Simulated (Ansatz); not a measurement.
A substitution series on Ge: NH2 to F

Gas-phase molecules. On one Ge centre, n of the NH2 ligands are replaced by F. The mean Ge–N bond length (to NH2) y in Å at PBE0-D4/def2-TZVP. The shapes are optimised at that level. Flexible molecules stand in one conformer. Programs: Ansatz 0.2.0.

| molecule | n | y (Å) |
| --- | --- | --- |
| Ge(NH2)4 | 0 | 1.829 |
| Ge(NH2)3F | 1 | 1.813 |
| Ge(NH2)2F2 | 2 | ? |
| Ge(NH2)F3 | 3 | 1.784 |

**Question.** Fit y = c + s·n to the known rows and predict Ge(NH2)2F2.

**Answer.** 
1. Means of the 3 rows: n = 1.33333, y = 1.8087.
2. Σ(Δn)² = 4.6667, Σ(Δn·Δy) = -0.069667, so the slope is -0.069667/4.6667 = -0.014929.
3. Intercept: 1.8087 − (-0.014929) × 1.33333 = 1.8286. The largest residual of the fit is 0.0006.
4. Ge(NH2)2F2: 1.8286 + (-0.014929) × 2 = 1.799 Å.

The run gave 1.794 Å, so the prediction is off by +0.005 Å, more than the largest residual. The steps per swap are -0.016, -0.019, -0.010 Å. Relativity is left out for Ge.

The Ge–N bonds shorten with every replacement of NH2 by F, but not in equal steps: the second swap has the largest effect and the third the smallest. Fluorine is the more electronegative ligand and draws charge from germanium, which makes the centre more positive and contracts its orbitals. By Bent's rule, germanium also directs p character towards fluorine, leaving more s character in the remaining Ge–N bonds. Donation from the nitrogen lone pairs into Ge–F σ* orbitals probably adds to the shortening, as fewer amido groups then compete for more acceptor orbitals.

Because that donation depends on how the NH2 groups are turned, the extra contraction in Ge(NH2)2F2 may reflect its particular arrangement as much as a non-additive electronic effect. The linear fit captures the direction and approximate size of the substituent effect, but its small residuals are a poor guide to predictive error, since three points leave only one degree of freedom. Bond lengths alone do not separate the electrostatic, hybridisation and hyperconjugative contributions.
